# The generalised secular equation of the Ritz method, applied to the graphene π band

Tight-binding band models, atomic-orbital codes and finite-element Schrödinger solvers all write an unknown wavefunction as a combination of fixed functions that overlap each other. The coefficients then obey $\mathbf{H}\mathbf{c}=\varepsilon\,\mathbf{S}\mathbf{c}$. This tutorial derives that equation and the properties of its roots, solves it for two equivalent functions, and evaluates it for graphene. Energies are in eV and lengths in nm. Bold letters are matrices or column vectors, and $\dagger$ is the conjugate transpose.

## 1. Premises

1. $\hat H$ is a fixed, linear, Hermitian operator, bounded below. Its lowest exact levels $E_1\le E_2\le\dots$ are discrete, with orthonormal eigenstates $\Psi_1,\Psi_2,\dots$
2. The basis functions $\chi_1,\dots,\chi_n$ satisfy the boundary conditions of the problem and are linearly independent. They need not be orthogonal.
3. The trial function is $\psi=\sum_j c_j\chi_j$ with free complex coefficients.

Define
$$H_{ij}=\langle\chi_i|\hat H|\chi_j\rangle,\qquad S_{ij}=\langle\chi_i|\chi_j\rangle .$$
Both matrices are Hermitian: $S_{ji}=S_{ij}^*$ is a property of the inner product, and $H_{ji}=H_{ij}^*$ follows from premise 1. Inserting the expansion gives $\langle\psi|\hat H|\psi\rangle=\mathbf{c}^\dagger\mathbf{H}\mathbf{c}$ and $\langle\psi|\psi\rangle=\mathbf{c}^\dagger\mathbf{S}\mathbf{c}$. The second quantity is a squared norm. It vanishes only for $\psi=0$, which by linear independence means $\mathbf{c}=0$. So $\mathbf{S}$ is positive definite: all its eigenvalues $\sigma_j$ are positive and $\det\mathbf{S}>0$.

The energy of the trial function is the Rayleigh quotient
$$R(\mathbf{c})=\frac{\mathbf{c}^\dagger\mathbf{H}\mathbf{c}}{\mathbf{c}^\dagger\mathbf{S}\mathbf{c}},$$
a real number, because a Hermitian form equals its own complex conjugate.

## 2. Stationarity gives the secular equation

Move the coefficients to $\mathbf{c}+\eta\mathbf{d}$, with $\eta$ real and $\mathbf{d}$ any complex vector. To first order in $\eta$ the numerator gains $\eta(\mathbf{d}^\dagger\mathbf{H}\mathbf{c}+\mathbf{c}^\dagger\mathbf{H}\mathbf{d})=2\eta\,\mathrm{Re}(\mathbf{d}^\dagger\mathbf{H}\mathbf{c})$, since the two terms are complex conjugates. The denominator gains $2\eta\,\mathrm{Re}(\mathbf{d}^\dagger\mathbf{S}\mathbf{c})$. The quotient rule gives
$$\left.\frac{dR}{d\eta}\right|_{0}=\frac{2\,\mathrm{Re}\left[\mathbf{d}^\dagger(\mathbf{H}-R\,\mathbf{S})\mathbf{c}\right]}{\mathbf{c}^\dagger\mathbf{S}\mathbf{c}} .$$
Stationarity means that this vanishes for every $\mathbf{d}$. Choose $\mathbf{d}=\mathbf{r}\equiv(\mathbf{H}-R\mathbf{S})\mathbf{c}$. The numerator becomes $2\,\mathbf{r}^\dagger\mathbf{r}$, which vanishes only for $\mathbf{r}=0$. Hence
$$\mathbf{H}\mathbf{c}=\varepsilon\,\mathbf{S}\mathbf{c},\qquad \varepsilon=R(\mathbf{c}).$$
The converse holds too. If $\mathbf{H}\mathbf{c}=\varepsilon\mathbf{S}\mathbf{c}$ with $\mathbf{c}\ne0$, multiplying by $\mathbf{c}^\dagger$ gives $\varepsilon=R(\mathbf{c})$, so $\mathbf{r}=0$ and the derivative vanishes.

Row $i$ of the equation reads $\langle\chi_i|(\hat H-\varepsilon)\psi\rangle=0$: the residual of the Schrödinger equation is orthogonal to every basis function. This is the Galerkin condition of finite-element work, where $\mathbf{S}$ is called the mass matrix.

A homogeneous linear system has a non-zero solution only if its matrix is singular:
$$\det(\mathbf{H}-\varepsilon\mathbf{S})=0 .$$
This is the generalised secular equation. The term of highest degree in $\varepsilon$ is $(-\varepsilon)^n\det\mathbf{S}$, whose coefficient is not zero, so there are exactly $n$ roots, counted with multiplicity.

## 3. Real roots and S-orthogonal vectors

**Reality.** Each root has a non-zero vector $\mathbf{c}$ and equals $R(\mathbf{c})$, a real number divided by a positive one.

**Orthogonality.** Take two solutions $(\varepsilon_a,\mathbf{c}_a)$ and $(\varepsilon_b,\mathbf{c}_b)$. The equation for $b$ gives $\mathbf{c}_a^\dagger\mathbf{H}\mathbf{c}_b=\varepsilon_b\,\mathbf{c}_a^\dagger\mathbf{S}\mathbf{c}_b$. The conjugate transpose of the equation for $a$ is $\mathbf{c}_a^\dagger\mathbf{H}=\varepsilon_a\mathbf{c}_a^\dagger\mathbf{S}$, which gives the same left side equal to $\varepsilon_a\,\mathbf{c}_a^\dagger\mathbf{S}\mathbf{c}_b$. Subtracting,
$$(\varepsilon_a-\varepsilon_b)\,\mathbf{c}_a^\dagger\mathbf{S}\mathbf{c}_b=0 .$$
For different roots $\mathbf{c}_a^\dagger\mathbf{S}\mathbf{c}_b=\langle\psi_a|\psi_b\rangle=0$. The wavefunctions are orthogonal, while the plain product $\mathbf{c}_a^\dagger\mathbf{c}_b$ in general is not zero.

**A full set, degenerate roots included.** Write $\mathbf{S}=\mathbf{U}\,\mathrm{diag}(\sigma_j)\,\mathbf{U}^\dagger$ with $\mathbf{U}$ unitary. All $\sigma_j>0$, so $\mathbf{X}=\mathbf{U}\,\mathrm{diag}(\sigma_j^{-1/2})\,\mathbf{U}^\dagger$ exists, is Hermitian and invertible, and obeys $\mathbf{X}\mathbf{S}\mathbf{X}=\mathbf{1}$. Put $\mathbf{c}=\mathbf{X}\mathbf{u}$ and multiply from the left by $\mathbf{X}$:
$$\mathbf{H}'\mathbf{u}=\varepsilon\,\mathbf{u},\qquad \mathbf{H}'=\mathbf{X}\mathbf{H}\mathbf{X}.$$
This is Löwdin's symmetric orthogonalisation. $\mathbf{H}'$ is Hermitian and has $n$ orthonormal eigenvectors $\mathbf{u}_m$. The vectors $\mathbf{c}_m=\mathbf{X}\mathbf{u}_m$ therefore satisfy
$$\mathbf{c}_l^\dagger\mathbf{S}\mathbf{c}_m=\delta_{lm},\qquad \mathbf{c}_l^\dagger\mathbf{H}\mathbf{c}_m=\varepsilon_m\delta_{lm}.$$
Within a degenerate root the orthogonality is a choice that can always be made.

Order the roots as $\varepsilon_1\le\dots\le\varepsilon_n$ and expand any vector as $\mathbf{c}=\sum_j b_j\mathbf{c}_j$. Then
$$R=\frac{\sum_j|b_j|^2\varepsilon_j}{\sum_j|b_j|^2},$$
a weighted mean of the roots. The lowest root is the minimum of $R$, the highest is the maximum, and those strictly between are saddle points.

## 4. The roots bound the excited levels

Let $\psi_1,\dots,\psi_n$ be the wavefunctions of the vectors $\mathbf{c}_j$. Fix $m\le n$ and form $\phi=\sum_{j\le m}b_j\psi_j$. Require $\langle\Psi_l|\phi\rangle=0$ for $l=1,\dots,m-1$. These are $m-1$ homogeneous linear conditions on $m$ unknowns, so a non-zero $\phi$ exists. Its energy is a weighted mean of $\varepsilon_1,\dots,\varepsilon_m$, hence at most $\varepsilon_m$. Expanded in exact eigenstates, it contains only levels at or above $E_m$, so its energy is at least $E_m$. Therefore
$$E_m\le\varepsilon_m,\qquad m=1,\dots,n .$$
This is the theorem of Hylleraas and Undheim (1930) and MacDonald (1933).

Now add one basis function and call the new roots $\tilde\varepsilon_m$. The same argument, with the larger problem in the role of the exact one, gives $\tilde\varepsilon_m\le\varepsilon_m$. For the other side, combine the lowest $m+1$ solutions of the larger problem. Impose one condition that removes the new function and $m-1$ conditions of orthogonality to $\psi_1,\dots,\psi_{m-1}$. These $m$ conditions on $m+1$ unknowns leave a function whose energy is at least $\varepsilon_m$ and at most $\tilde\varepsilon_{m+1}$. Thus $\tilde\varepsilon_m\le\varepsilon_m\le\tilde\varepsilon_{m+1}$: the old roots interlace the new ones.

If a unitary symmetry operator commutes with $\hat H$, functions with different symmetry eigenvalues have zero overlap and zero $H_{ij}$. The determinant factorises into blocks, and the bounds hold block by block.

## 5. Two equivalent functions

Take two normalised functions with equal diagonal elements and real off-diagonal ones:
$$\mathbf{H}=\begin{pmatrix}\alpha&\beta\\ \beta&\alpha\end{pmatrix},\qquad \mathbf{S}=\begin{pmatrix}1&S\\ S&1\end{pmatrix}.$$
The eigenvalues of $\mathbf{S}$ are $1\pm S$, so positive definiteness means $|S|<1$. The determinant is a difference of squares:
$$(\alpha-\varepsilon)^2-(\beta-\varepsilon S)^2=\left[\alpha+\beta-\varepsilon(1+S)\right]\left[\alpha-\beta-\varepsilon(1-S)\right].$$
Setting each factor to zero,
$$\varepsilon_\pm=\frac{\alpha\pm\beta}{1\pm S},\qquad \mathbf{c}_\pm=\frac{1}{\sqrt{2(1\pm S)}}\begin{pmatrix}1\\ \pm1\end{pmatrix}.$$
The vectors follow from $\mathbf{H}(1,\pm1)^T=(\alpha\pm\beta)(1,\pm1)^T$ and $\mathbf{S}(1,\pm1)^T=(1\pm S)(1,\pm1)^T$, and the prefactor makes $\mathbf{c}^\dagger\mathbf{S}\mathbf{c}=1$. Three rearrangements are useful:
$$\varepsilon_\pm-\alpha=\pm\frac{\beta-\alpha S}{1\pm S},\quad \frac{\varepsilon_++\varepsilon_-}{2}=\frac{\alpha-\beta S}{1-S^2},\quad \frac{\varepsilon_+-\varepsilon_-}{2}=\frac{\beta-\alpha S}{1-S^2}.$$
The state $+$ is the lower one when $\beta-\alpha S<0$. For $S>0$ it then lies below $\alpha$ by less than the state $-$ lies above, in the ratio $(1-S)/(1+S)$.

Moving the energy zero, $\hat H\to\hat H+\lambda$, sends $\mathbf{H}\to\mathbf{H}+\lambda\mathbf{S}$, so $\alpha\to\alpha+\lambda$ and $\beta\to\beta+\lambda S$. Only $\beta-\alpha S$ is unchanged. A band offset or gate potential applied to the diagonal alone therefore distorts the spectrum: a uniform shift has to be entered as $\lambda\mathbf{S}$.

## 6. The graphene π band

Graphene has two carbon sites per cell, A and B. Each A atom has three B neighbours at
$$\boldsymbol\delta_1=a(1,0),\qquad \boldsymbol\delta_{2,3}=a\left(-\tfrac12,\pm\tfrac{\sqrt3}{2}\right),$$
with $a$ the bond length. The normalised $2p_z$ orbital $\varphi$ is odd under reflection in the sheet, while the $1s$, $2s$, $2p_x$ and $2p_y$ orbitals are even, so the $p_z$ functions form their own block. Lattice translations split this block further by wave vector $\mathbf{k}$. For $N$ cells with periodic boundary conditions the basis at each $\mathbf{k}$ is two Bloch sums,
$$\chi_{A}=\frac{1}{\sqrt N}\sum_{\mathbf{R}_A}e^{i\mathbf{k}\cdot\mathbf{R}_A}\varphi(\mathbf{r}-\mathbf{R}_A),$$
and $\chi_B$ likewise over the B sites.

Now make the model assumption: keep only the on-site energy $\alpha$, the nearest-neighbour hopping $t=\langle\varphi_A|\hat H|\varphi_B\rangle$ and the nearest-neighbour overlap $s=\langle\varphi_A|\varphi_B\rangle$, both real. In $\langle\chi_A|\chi_B\rangle$ each of the $N$ A atoms contributes $s\,e^{i\mathbf{k}\cdot\boldsymbol\delta_j}/N$ for its three neighbours, and the same holds for $\hat H$. Thus
$$\mathbf{H}=\begin{pmatrix}\alpha&tf\\ tf^*&\alpha\end{pmatrix},\quad \mathbf{S}=\begin{pmatrix}1&sf\\ sf^*&1\end{pmatrix},\quad f=\sum_{j=1}^3e^{i\mathbf{k}\cdot\boldsymbol\delta_j}\equiv w\,e^{i\theta}.$$
From $f=e^{ik_xa}+2e^{-ik_xa/2}\cos(\sqrt3k_ya/2)$,
$$w^2=1+4\cos^2\frac{\sqrt3k_ya}{2}+4\cos\frac{3k_xa}{2}\cos\frac{\sqrt3k_ya}{2}.$$
The off-diagonal elements are complex but share the phase $\theta$. Replacing $\chi_B$ by $e^{-i\theta}\chi_B$ makes both real, and Section 5 applies with $\beta=tw$ and $S=sw$:
$$\varepsilon_\pm(\mathbf{k})=\frac{\alpha\pm t\,w}{1\pm s\,w},\qquad \mathbf{c}_\pm=\frac{1}{\sqrt{2(1\pm sw)}}\begin{pmatrix}1\\ \pm e^{-i\theta}\end{pmatrix}.$$
The vectors are written in the original basis. For $t-\alpha s<0$ the root $+$ is the valence band π and the root $-$ the conduction band π\*. Since $w\le3$, $\mathbf{S}$ is positive definite in the whole zone if $|s|<1/3$.

The special points are Γ at $\mathbf{k}=0$ with $w=3$, M at $(2\pi/3a,\,0)$ with $w=1$, and K at $(0,\,4\pi/3\sqrt3a)$ with $w=0$. At K both roots equal $\alpha$, the Dirac point. For $\mathbf{k}=\mathbf{K}+\mathbf{q}$, first-order expansion gives $f\approx\tfrac{3a}{2}(iq_x-q_y)$, so $w\approx3aq/2$ and
$$\varepsilon_\pm-\alpha\approx\pm(t-\alpha s)\frac{3aq}{2},\qquad \hbar v_F=\tfrac32\,a\,|t-\alpha s| .$$

$\mathbf{H}$ and $\mathbf{S}$ share the eigenvectors $(1,\pm e^{-i\theta})^T$, so $\mathbf{H}'$ has them too, with eigenvalues $\varepsilon_\pm$. Its elements are the half-sum and half-difference of Section 5:
$$H'_{AA}=\frac{\alpha-st\,w^2}{1-s^2w^2},\qquad H'_{AB}=\frac{(t-\alpha s)f}{1-s^2w^2}.$$
The six second neighbours of a site lie at $\boldsymbol\delta_i-\boldsymbol\delta_j$ with $i\ne j$, and their phase factors add up to $ff^*-3=w^2-3$. To first order in $s$, $H'_{AA}=\alpha-3st-st\,(w^2-3)$. Overlap thus acts like a second-neighbour hopping $-st$ in an orthogonal model.

## 7. Numerical illustration

The inputs are $s=0.129$, a typical fitted hopping $t=-3.033$ eV, $\alpha=0$ (energy zero at the Dirac point) and an approximate bond length $a=0.142$ nm.

At Γ, $sw=0.387$ and $tw=-9.099$ eV, so the eigenvalues of $\mathbf{S}$ are 1.387 and 0.613, and the roots are $-9.099/1.387$ and $+9.099/0.613$ eV. At M the eigenvalues of $\mathbf{S}$ are 1.129 and 0.871. All table entries are in eV.

| Point | π | π\* | Midpoint | Vertical gap | Roots for $s=0$ | Gap for $s=0$ |
|---|---|---|---|---|---|---|
| Γ | −6.6 | 14.8 | 4.1 | 21.4 | ±9.1 | 18.2 |
| M | −2.7 | 3.5 | 0.4 | 6.2 | ±3.0 | 6.1 |

Overlap narrows the valence band and widens the conduction band. The vertical gap is multiplied by $1/(1-s^2w^2)$, which matters at Γ, where $s^2w^2=0.15$, and little at M. The equivalent second-neighbour hopping is $-st=0.39$ eV.

At Γ the coefficients have magnitude 0.600 for π and 0.903 for π\*. The plain sums $|c_A|^2+|c_B|^2=1/(1\pm sw)$ are 0.721 and 1.631. They are not probabilities. For π the missing 0.279 is the overlap term $2\,\mathrm{Re}(c_A^*S_{AB}c_B)$, so carrier counts have to use $\mathbf{c}^\dagger\mathbf{S}\mathbf{c}$.

Near K, $\hbar v_F=0.646$ eV nm and $v_F=9.8\times10^{7}$ cm/s. With the energy zero at the Dirac point these do not contain $s$. Take $w=0.1$, that is $q\approx0.47$ nm$^{-1}$. Filling the cone up to $q$ with two spins and two valleys takes $4\cdot\pi q^2/(2\pi)^2=q^2/\pi$ carriers per area, here $7.0\times10^{12}$ cm$^{-2}$. The roots are −0.30 and 0.31 eV, and overlap lifts their midpoint by 3.9 meV. The link between $w$ and $q$ has its own correction. Along $q_y$, with $u=\sqrt3aq_y/2$, $f=1-\cos u-\sqrt3\sin u\approx-\tfrac{3aq_y}{2}(1-aq_y/4)$. Here $aq/4=0.017$, about 5 meV on each root. This trigonal warping moves the two roots in opposite directions, so it changes the gap at given $\mathbf{q}$ and leaves the midpoint almost unchanged.

**Size of the neglected terms.** A second-neighbour hopping $t_2$ and overlap $s_2$ change the diagonal elements to $H_{AA}=\alpha+t_2(w^2-3)$ and $S_{AA}=1+s_2(w^2-3)$. The two functions remain equivalent, and the factorisation of Section 5 gives $\varepsilon_\pm=(H_{AA}\pm tw)/(S_{AA}\pm sw)$. Take typical magnitudes, $t_2=-0.1$ eV and $s_2=0.02$, keep $t$ and $s$ fixed, and set $\alpha=3t_2=-0.3$ eV so that the Dirac point stays at zero. At Γ, $H_{AA}=-0.9$ eV and $S_{AA}=1.12$: the roots become −6.6 and 11.2 eV, and the midpoint drops from 4.1 to 2.3 eV. At M the roots become −2.9 and 3.5 eV. At $w=0.1$ the midpoint moves from 3.9 to 3.4 meV. The three third neighbours of an A atom are B atoms at $-2\boldsymbol\delta_j$. A hopping $t_3$ and overlap $s_3$ change the off-diagonal elements to $tf+t_3g$ and $sf+s_3g$, with $g=\sum_je^{-2i\mathbf{k}\cdot\boldsymbol\delta_j}$. At Γ, $g=f=3$. At M, $f=e^{-i\pi/3}$ and $g=3e^{2\pi i/3}=-3f$. At K, $g=0$, and to first order in $\mathbf{q}$, $g\approx-2f$. In these cases the common phase survives, and $t$ is replaced by $t+t_3$, $t-3t_3$ and $t-2t_3$ respectively, and $s$ likewise. Add typical magnitudes, $t_3=-0.3$ eV and $s_3=0.026$, to the second-neighbour terms. At M the effective hopping is −2.133 eV and the effective overlap 0.051: the roots become −2.2 and 2.2 eV and the gap 4.4 eV. At Γ the roots become −6.9 and 13.9 eV. Near K, $\hbar v_F=\tfrac32a\,|t-2t_3|/(1-3s_2)=0.55$ eV nm, and the midpoint at $w=0.1$ falls to about 1 meV.

The omitted terms thus rival the overlap effect. At Γ second neighbours lower π\* by 3.7 eV and third neighbours raise it again by 2.7 eV, so its energy in the nearest-neighbour model is uncertain by several eV. At M third neighbours dominate: relative to the table, π\* drops by 1.2 eV and the gap by 1.7 eV.

## 8. Range of validity

**Algebra.** Sections 2 and 3 need only a Hermitian $\mathbf{H}$ and a Hermitian positive definite $\mathbf{S}$. A truncated or fitted $\mathbf{S}$ is no longer a matrix of true inner products, so its positivity has to be tested, as with $|s|<1/3$ above. Complex contact self-energies in transport calculations make the effective $\mathbf{H}$ non-Hermitian, and the proofs of reality and orthogonality then fail.

**Conditioning.** Let $\delta\mathbf{H}$ be a Hermitian change with $|\mathbf{c}^\dagger\delta\mathbf{H}\,\mathbf{c}|\le\eta\,\mathbf{c}^\dagger\mathbf{c}$. Since $\mathbf{c}^\dagger\mathbf{S}\mathbf{c}\ge\sigma_{\min}\mathbf{c}^\dagger\mathbf{c}$, $R$ changes by at most $\eta/\sigma_{\min}$ for any vector, and the counting argument of Section 4 carries this limit over to each ordered root. For the graphene model the factor $1/\sigma_{\min}$ is at most 1.63, reached at Γ. In nearly dependent bases $\sigma_{\min}$ is tiny, and the eigenvectors of $\mathbf{S}$ with the smallest $\sigma_j$ are usually discarded.

**Bounds.** The inequality $E_m\le\varepsilon_m$ needs all three premises and exact integrals. It does not apply to operators unbounded below, such as multiband $\mathbf{k}\cdot\mathbf{p}$ Hamiltonians that include valence bands. It does not apply to single orbital energies of self-consistent schemes, where the operator changes with the basis. It does not apply to fitted or truncated matrix elements, which includes the graphene numbers above. It also requires $m$ discrete levels in the symmetry block. At Γ the continuum of a free sheet starts at the vacuum level, typically 4 to 5 eV above the Dirac point, so the π\* root there lies among free-electron states that two Bloch sums cannot describe.

**Two-function formula.** It requires equal diagonal elements and a common phase of $H_{12}$ and $S_{12}$. If the sites differ, as in hexagonal boron nitride, or the phases differ, the condition for normalised functions is the quadratic $(H_{11}-\varepsilon)(H_{22}-\varepsilon)=|H_{12}-\varepsilon S_{12}|^2$, whose two roots are real for $|S_{12}|<1$.